**Predicting the Pb s and interstitial projections of rock-salt PbS from four known rows**

The table holds the electrons in filled states and their mean energy relative to the Fermi energy for six projections of PbS, from one all-electron LAPW run (FLEUR, functional BH, 8x8x8 mesh, no spin-orbit coupling, total spin moment held at 0.5 μB, window from −12 eV). The program tests free-atom sphere fractions from Slater-type densities with rough recalled radii, together with a sum rule of five electrons per spin, and forecasts the two withheld rows from the four known ones. Neutral one-spin occupations match the S s, S p and Pb p counts to 0.13 e rms, against 0.83 e for both spins and 0.30 e for ionic occupations. The Pb s count (0.70 e), its centre (−6.31 eV) and the interstitial centre (−4.02 eV) fall within their bars, while the interstitial count (1.56 e) misses the forecast of 1.75 ± 0.17 e by 1.1 bars. The six rows sum to 4.63 e, short of 5 by 0.37 e where the model allowed 0.15 e; the model ignored the imposed moment, which leaves one spin with 4.75 e.

FLEUR MaX-R8.1 (patched build s14), all-electron LAPW calculation of rock-salt PbS with the BH local-density functional, collinear spins, total spin moment fixed at 0.5 μB, no spin-orbit coupling and an 8×8×8 k mesh. Projections cover filled states above −12 eV, relative to the Fermi energy. Sphere radii are 2.66 bohr for Pb (MT:1) and 2.22 bohr for S (MT:2).

## Script

```python
# Table: electrons in filled states and their centre (eV from the Fermi energy) per projection, PbS,
# FLEUR all-electron LAPW, functional BH, no spin-orbit, window from -12 eV. Tested: free-atom sphere
# fractions plus a 5-electron-per-spin sum rule; forecasts for the withheld rows (Pb s, interstitial).
T = {
    'projection_name': ['INT', 'MT:1s', 'MT:1p', 'MT:1d', 'MT:2s', 'MT:2p'],
    'projection_electrons': [1.56, 0.7, 0.26, 0.06, 0.66, 1.39],  # e
    'projection_band_centre': [-4.02, -6.31, -2.63, -5.34, -10.65, -1.98],  # eV
}
HELD = [0, 1]  # rows withheld from the fit
import numpy as np
from scipy.special import gammainc
from scipy.constants import physical_constants as pc
nm, ne, ce = T['projection_name'], T['projection_electrons'], T['projection_band_centre']
N = {nm[i]: ne[i] for i in range(len(nm)) if i not in HELD}
E = {nm[i]: ce[i] for i in range(len(nm)) if i not in HELD}
RPb, RS, vat, edge = 2.66, 2.22, 26.09, -12.0  # settings of the run: bohr, bohr, A^3/atom, eV
V = 2*vat/(pc['Bohr radius'][0]*1e10)**3
Vint = V - 4*np.pi/3*(RPb**3 + RS**3)
# Slater n*, rough recalled free-atom mean radius (bohr), sphere radius
sh = {'MT:2s': (3, 1.7, RS), 'MT:2p': (3, 2.1, RS), 'MT:1p': (4.2, 3.4, RPb), 'MT:1s': (4.2, 2.4, RPb)}
f = {k: gammainc(2*n+1, (2*n+1)*R/r) for k, (n, r, R) in sh.items()}
known = sum(N.values())
print(f"cell {V:.1f} bohr^3, interstitial {Vint:.1f} bohr^3 = {100*Vint/V:.0f} %")
print(f"sum of four known rows {known:.2f} e; filled bands 10 e, 5 per spin; table rounding 0.005")
print(f"Pb p centre minus S p centre {E['MT:1p']-E['MT:2p']:+.2f} eV; S p minus S s {E['MT:2p']-E['MT:2s']:.2f} eV")
print(f"S s centre above the window edge {E['MT:2s']-edge:.2f} eV")
print("free-atom fraction inside sphere: " + ", ".join(f"{k} {v:.2f}" for k, v in f.items()))
rows = ['MT:2s', 'MT:2p', 'MT:1p']
rms = {}
for lab, occ in [('neutral, one spin', (1, 2, 1)), ('neutral, both spins', (2, 4, 2)), ('ionic, one spin', (1, 3, 0))]:
    m = [o*f[k] for o, k in zip(occ, rows)]
    res = [N[k]-x for k, x in zip(rows, m)]
    rms[lab] = float(np.sqrt(np.mean(np.square(res))))
    print(f"{lab}: " + ", ".join(f"{k} {x:.2f} (table-model {r:+.2f})" for k, x, r in zip(rows, m, res)) + f"; rms {rms[lab]:.2f} e")
assert known < 5
assert E['MT:2s'] < E['MT:1d'] < E['MT:1p'] < E['MT:2p'] < 0
assert rms['neutral, one spin'] < min(rms['neutral, both spins'], rms['ionic, one spin'])
tail = N['MT:1d']
cut = 0.5*(1 - N['MT:2s']/f['MT:2s'])
print(f"tail size taken from Pb d {tail:.2f} e; states below the window edge taken as {cut:.2f} +- {cut:.2f} e")
ns, dns = f['MT:1s'] + tail, rms['neutral, one spin']
aSs, aSp, aPb = -17.0, -7.1, -12.0  # rough recalled free-atom levels, eV
w = (aPb-aSp)/(aSs-aSp)
es = E['MT:2p'] + w*(E['MT:2s']-E['MT:2p'])
e1, e2 = E['MT:2s']+aPb-aSs, E['MT:2p']+aPb-aSp
des = np.hypot(abs(e1-e2)/2, 0.5)
print(f"Pb s level: fraction {w:.2f} from S p to S s; anchored on S s {e1:.2f} eV, on S p {e2:.2f} eV")
def inter(ns, es, cut, ep):
    parts = [(1-cut-N['MT:2s'], E['MT:2s']), (1-ns, es), (3-N['MT:2p']-N['MT:1p'], ep), (-2*tail, E['MT:1d'])]
    n = sum(p[0] for p in parts)
    return n, sum(a*b for a, b in parts)/n, parts
ni, ei, parts = inter(ns, es, cut, E['MT:1p'])
dni = np.sqrt(dns**2 + cut**2 + tail**2)
var = [(ns+dns, es, cut, E['MT:1p']), (ns, es+des, cut, E['MT:1p']), (ns, es, 0, E['MT:1p']), (ns, es, cut, E['MT:2p'])]
dei = np.sqrt(sum((inter(*v)[1]-ei)**2 for v in var))
print("model parts of INT (e at eV): " + ", ".join(f"{l} {a:.2f} at {b:.2f}" for l, (a, b) in zip(['S s', 'Pb s', 'p bands', 'd and unlisted l'], parts)))
print(f"INT plus Pb s at most {5-known:.2f} e if one spin, {10-known:.2f} e if both spins")
pred = {'INT': (ni, dni, ei, dei), 'MT:1s': (ns, dns, es, des)}
for i in HELD:
    a, b, c, d = pred[nm[i]]
    print(f"forecast {nm[i]}: {a:.2f} +- {b:.2f} e, centre {c:.2f} +- {d:.2f} eV")
for i in HELD:
    a, b, c, d = pred[nm[i]]
    print(f"computed {nm[i]}: {ne[i]:.2f} e, miss {ne[i]-a:+.2f} e ({abs(ne[i]-a)/b:.1f} bars); centre {ce[i]:.2f} eV, miss {ce[i]-c:+.2f} eV ({abs(ce[i]-c)/d:.1f} bars)")
tot = sum(ne); iI, iS = nm.index('INT'), nm.index('MT:1s')
print(f"sum of six rows {tot:.2f} e; short of 5 by {5-tot:.2f} e (model allowed {cut+tail:.2f} e)")
print(f"INT share of the six rows {100*ne[iI]/tot:.0f} %; mean centre of six rows {np.dot(ne, ce)/tot:.2f} eV")
print(f"Pb s over Pb p count {ne[iS]/N['MT:1p']:.1f}; Pb s minus free-atom fraction {ne[iS]-f['MT:1s']:+.2f} e")
print(f"computed Pb s centre: fraction {(ce[iS]-E['MT:2p'])/(E['MT:2s']-E['MT:2p']):.2f} from S p to S s")
r = inter(ne[iS], ce[iS], cut, E['MT:1p'])
print(f"INT redone with computed Pb s: {r[0]:.2f} e, centre {r[1]:.2f} eV")
print("doubled counts (e): " + ", ".join(f"{k} {2*x:.2f}" for k, x in zip(nm, ne)))
```

Printed output:

```
cell 352.1 bohr^3, interstitial 227.5 bohr^3 = 65 %
sum of four known rows 2.37 e; filled bands 10 e, 5 per spin; table rounding 0.005
Pb p centre minus S p centre -0.65 eV; S p minus S s 8.67 eV
S s centre above the window edge 1.35 eV
free-atom fraction inside sphere: MT:2s 0.81, MT:2p 0.61, MT:1p 0.27, MT:1s 0.67
neutral, one spin: MT:2s 0.81 (table-model -0.15), MT:2p 1.22 (table-model +0.17), MT:1p 0.27 (table-model -0.01); rms 0.13 e
neutral, both spins: MT:2s 1.61 (table-model -0.95), MT:2p 2.43 (table-model -1.04), MT:1p 0.54 (table-model -0.28); rms 0.83 e
ionic, one spin: MT:2s 0.81 (table-model -0.15), MT:2p 1.82 (table-model -0.43), MT:1p 0.00 (table-model +0.26); rms 0.30 e
tail size taken from Pb d 0.06 e; states below the window edge taken as 0.09 +- 0.09 e
Pb s level: fraction 0.49 from S p to S s; anchored on S s -5.65 eV, on S p -6.88 eV
model parts of INT (e at eV): S s 0.25 at -10.65, Pb s 0.27 at -6.27, p bands 1.35 at -2.63, d and unlisted l -0.12 at -5.34
INT plus Pb s at most 2.63 e if one spin, 7.63 e if both spins
forecast INT: 1.75 +- 0.17 e, centre -4.15 +- 0.63 eV
forecast MT:1s: 0.73 +- 0.13 e, centre -6.27 +- 0.79 eV
computed INT: 1.56 e, miss -0.19 e (1.1 bars); centre -4.02 eV, miss +0.13 eV (0.2 bars)
computed MT:1s: 0.70 e, miss -0.03 e (0.2 bars); centre -6.31 eV, miss -0.04 eV (0.0 bars)
sum of six rows 4.63 e; short of 5 by 0.37 e (model allowed 0.15 e)
INT share of the six rows 34 %; mean centre of six rows -4.64 eV
Pb s over Pb p count 2.7; Pb s minus free-atom fraction +0.03 e
computed Pb s centre: fraction 0.50 from S p to S s
INT redone with computed Pb s: 1.78 e, centre -4.19 eV
doubled counts (e): INT 3.12, MT:1s 1.40, MT:1p 0.52, MT:1d 0.12, MT:2s 1.32, MT:2p 2.78
```
